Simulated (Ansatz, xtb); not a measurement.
**C3H11BFN: which of two isomers lies lower**

Structure a: `CC(C)[NH2+][BH2-]F`, a singlet. Structure b: `CCC[B@H-]([NH3+])F`, a singlet. Both are isolated molecules in the gas phase, relaxed with PBE-D3(BJ)/def2-SVP; each stands in its lowest conformer found.

Estimate E(b) − E(a) at the level CCSD(T)/def2-SVP + ΔMP2/def2-TZVPP.

Calculated at CCSD(T)/def2-SVP + ΔMP2/def2-TZVPP: E(b) − E(a) = −8.6 kcal/mol, so structure b lies lower.

The same difference at several levels:

```csv
level,geometry,E(b) − E(a) (kcal/mol),departure from the last row (kcal/mol),"job, with rough time for the two"
GFN2-xTB,GFN2-xTB,+11.7,+20.3,"optimisation, 0.16 s"
HF/STO-3G,GFN2-xTB,−3.0,+5.6,"single point, 0.32 s"
r2SCAN-D4/def2-SVP,GFN2-xTB,−9.1,−0.5,"single point, 3.7 s"
PBE-D3(BJ)/def2-SVP,PBE-D3(BJ)/def2-SVP,−8.1,+0.5,"optimisation, 35 s"
HF/def2-SVP,PBE-D3(BJ)/def2-SVP,−8.5,+0.1,part of the CCSD(T) run
MP2/def2-SVP,PBE-D3(BJ)/def2-SVP,−8.4,+0.1,part of the CCSD(T) run
CCSD(T)/def2-SVP,PBE-D3(BJ)/def2-SVP,−7.8,+0.8,single point
CCSD(T)/def2-SVP + ΔMP2/def2-TZVPP,PBE-D3(BJ)/def2-SVP,−8.6,,"single point, 69 s"
```

As drawn, b has 1 C–B, 1 N–H in place of 1 C–N, 1 B–H.

GFN2-xTB puts the two in the other order. The largest departure from CCSD(T)/def2-SVP + ΔMP2/def2-TZVPP is that of GFN2-xTB, 20.3 kcal/mol. The last row adds to CCSD(T) the change of the MP2 difference between the two basis sets, here −0.8 kcal/mol.

With thermal terms from frequencies at re-optimised GFN2-xTB minima (ideal gas, soft modes damped towards free rotors, one conformer each, 298.15 K, 1 atm): the zero-point term adds +0.2 kcal/mol; ΔH is −8.1 and ΔG −9.0 kcal/mol.

The correlated steps freeze 6 core orbitals. Mirror images aren't counted in ΔG. Run with Ansatz 0.2.0, xtb 6.7.1; the last row on 4 threads of Arm Neoverse V1 on a shared host.

Moving the alkyl group from nitrogen to boron stabilises this amine–borane, and the preference survives the thermal corrections. Both isomers keep the dative B–N link, so the main difference is the exchange of a C–N and a B–H bond for a C–B and a strong N–H bond, which probably drives the ordering. Two effects should work against it: an alkylamine is usually a better donor than ammonia towards boron, and alkylation tends to weaken the borane as an acceptor. The change from isopropyl to n-propyl also gives up the usual advantage of a branched carbon bound to nitrogen, so the energy difference isn't a pure measure of C–B against C–N bonding.

Hartree–Fock already gives −8.5 kcal/mol in the def2-SVP basis, so correlation contributes little to the net difference. The reversed order from GFN2-xTB probably reflects an imbalance in its parametrised boron and nitrogen bond energies. The ordering says nothing about how readily either adduct would lose its amine.
